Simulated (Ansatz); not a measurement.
## Cu3Sb: energy above lowest point against volume scale

Free energy against uniform scaling of the volume at fixed shape and fractions; periodic cell, basis, potentials, k mesh and filling as listed. The results are calculated, by Ansatz 0.2.0.

The cell before it is scaled or strained (space group Pm-3m, No. 221):
```
CELL_PARAMETERS angstrom
3.91030 0.00000 0.00000
0.00000 3.91030 0.00000
0.00000 0.00000 3.91030
ATOMIC_POSITIONS crystal
Cu 0.50000 0.50000 0.00000
Cu 0.50000 0.00000 0.50000
Cu 0.00000 0.50000 0.50000
Sb 0.00000 0.00000 0.00000
```

Settings of every row: functional PBEsol; dispersion none; potentials PAW; wave cutoff 510 eV; density cutoff 2040 eV; k mesh 6x6x6; k shift 0x0x0; occupations fermi dirac; smearing width 0.1 eV; spin none.

Limits: coarse k mesh, up to 40 meV an atom off; the cell comes from a prototype or a list of computed structures and needn't be the stable phase.

```csv
row,volume scale,V (Å³/atom),energy above lowest point (meV/atom)
1,0.9406,14.06,0
2,0.9703,14.504,?
3,1,14.948,15.4
4,1.0297,15.392,35.9
5,1.0594,15.835,63
```

Question: what energy above lowest point should row 2 give?

Worked fit of energy above lowest point. Take u = (V_r/V)^(2/3) − 1 with V_r = 15.17 Å³ an atom, which is twice the finite (Eulerian) strain; such expansions in the strain, on which the Birch-Murnaghan equation of state is built, carry the rest volume and the bulk modulus. The shown rows have u = 0.05196, 0.00988, -0.00964, -0.0282. Least squares give energy above lowest point = 24.72 − 1047.8 × u + 11008 × u² meV/atom; a straight line predicts inner rows, each left out in turn, worse (root mean square 11 against 0.12 meV/atom). The rows lie off it by 0.0, 0.0, 0.1, 0.0. Its lowest point lies at u = 0.0476, or V = 14.15 Å³ an atom, and the curvature there gives the bulk modulus at fixed shape and fractions, B = (4/9)(1 + u)² E″(u)/V = 122 GPa. The withheld row has u = 0.03038, so the fit gives 24.72 − 1047.8 × (0.03038) + 11008 × (0.03038)² = 3.0 meV/atom.

The calculation gave 2.8 meV/atom. The fit lies 0.2 meV/atom (0.32 % of the column's range) above it; its largest miss of a shown row is 0.1 meV/atom.
